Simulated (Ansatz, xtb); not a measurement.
Two isomers of C4H8ClFGe

Structure I is `CC/C=[C](\F)[GeH2][Cl]`, a singlet and structure II is `F[C@@H]1C[CH2][Ge@@H]([Cl])[CH2]1`, a singlet. Both are isolated molecules in the gas phase, relaxed with B3LYP/def2-SVP; the shapes shown needn't be the lowest conformers.

I (Å):

```
atom    x (Å)    y (Å)    z (Å)
   C   0.7600  -1.4829  -1.3565
   C   1.1292  -0.2148  -0.5731
   C  -0.0198   0.3381   0.2226
   C  -0.5523   1.5586   0.0819
  Cl  -3.7868   2.5009  -0.1682
   F  -0.0491   2.4228  -0.8329
  Ge  -2.0390   2.2730   1.1244
   H  -0.0327  -1.2786  -2.0934
   H   1.6346  -1.8761  -1.8984
   H   0.3961  -2.2794  -0.6864
   H   1.9562  -0.4506   0.1221
   H   1.5054   0.5603  -1.2577
   H  -0.4777  -0.3144   0.9743
   H  -1.7118   3.6758   1.6609
   H  -2.4059   1.2727   2.2329
```

II (Å):

```xyz
15

C    -0.9260    0.8657    0.5544
C     0.2232    1.5130    1.3433
C     1.4270    1.7719    0.4168
C    -1.2328    1.6796   -0.7038
Cl    1.2970    0.9275   -2.9119
F    -2.0455    0.7695    1.3701
Ge    0.5655    2.2325   -1.3091
H    -0.6447   -0.1659    0.2711
H    -0.1592    2.4643    1.7541
H     0.4890    0.8796    2.2052
H     2.0305    0.8635    0.2626
H     2.0972    2.5558    0.7977
H     0.6996    3.6736   -1.8339
H    -1.8030    2.5809   -0.4207
H    -1.8111    1.1218   -1.4525
```

Quicker runs give these differences E(II) − E(I): GFN2-xTB −17.8 kcal/mol; HF/STO-3G −42.0 kcal/mol (at GFN2-xTB geometries); r2SCAN-D4/def2-SVP −26.0 kcal/mol (at GFN2-xTB geometries).

**Question.** Estimate E(II) − E(I) at the level CCSD(T)/def2-SVP + ΔMP2/def2-TZVPP.

**Answer.** Calculated at CCSD(T)/def2-SVP + ΔMP2/def2-TZVPP: E(II) − E(I) = −26.6 kcal/mol, so structure II lies lower.

The same difference at several levels:

```csv
level,geometry,E(II) − E(I) (kcal/mol),departure from the last row (kcal/mol),"job, with rough time for the two"
GFN2-xTB,GFN2-xTB,−17.8,+8.8,"optimisation, 0.41 s"
HF/STO-3G,GFN2-xTB,−42.0,−15.4,"single point, 0.66 s"
r2SCAN-D4/def2-SVP,GFN2-xTB,−26.0,+0.7,"single point, 6.4 s"
B3LYP/def2-SVP,B3LYP/def2-SVP,−20.4,+6.2,"optimisation, 87 s"
HF/def2-SVP,B3LYP/def2-SVP,−21.1,+5.5,part of the CCSD(T) run
MP2/def2-SVP,B3LYP/def2-SVP,−26.0,+0.7,part of the CCSD(T) run
CCSD(T)/def2-SVP,B3LYP/def2-SVP,−23.0,+3.6,single point
CCSD(T)/def2-SVP + ΔMP2/def2-TZVPP,B3LYP/def2-SVP,−26.6,,"single point, 2.8 min"
```

As drawn, II has 1 C–C, 1 C–Ge, 1 C–H in place of 1 C=C, 1 Ge–H. Structure I has no ring, II a 5-membered ring.

None of the levels shown reverses the order. The largest departure from CCSD(T)/def2-SVP + ΔMP2/def2-TZVPP is that of HF/STO-3G, 15.4 kcal/mol. The last row adds to CCSD(T) the change of the MP2 difference between the two basis sets, here −3.6 kcal/mol, a large step that makes the value less sure.

With thermal terms from frequencies at re-optimised GFN2-xTB minima (ideal gas, soft modes damped towards free rotors, one conformer each, 298.15 K, 1 atm): the zero-point term adds +3.0 kcal/mol; ΔH is −24.7 and ΔG −21.9 kcal/mol.

The correlated steps freeze 19 core orbitals; the filled d shell of Ge is correlated, in a basis made for valence electrons. Mirror images aren't counted in ΔG. Programs: Ansatz 0.2.0, xtb 6.7.1; the last row on 4 threads of Arm Neoverse V1 on a shared host.

The cyclic isomer II is favoured chiefly because ring closure trades a C=C π bond and a Ge–H bond for σ bonds to carbon, including a strong C–H bond. A five-membered ring with long, flexible Ge–C links probably carries little strain, so little of this gain is lost. Closure also freezes internal rotations of the open chain, which is why the preference shrinks from −24.7 kcal/mol in ΔH to −21.9 in ΔG; the entropy cost is far too small to offset the bonding gain.

HF/def2-SVP lies close to CCSD(T) in the same basis, which suggests that the exaggerated HF/STO-3G preference comes mostly from the minimal basis rather than from missing correlation. The near-match of MP2/def2-SVP with the final value is partly a cancellation, since MP2 favours the ring more than CCSD(T) does in that basis, while enlarging the basis moves the difference the same way. The energies establish a thermodynamic preference between these two structures, but say nothing about the barrier to cyclisation.
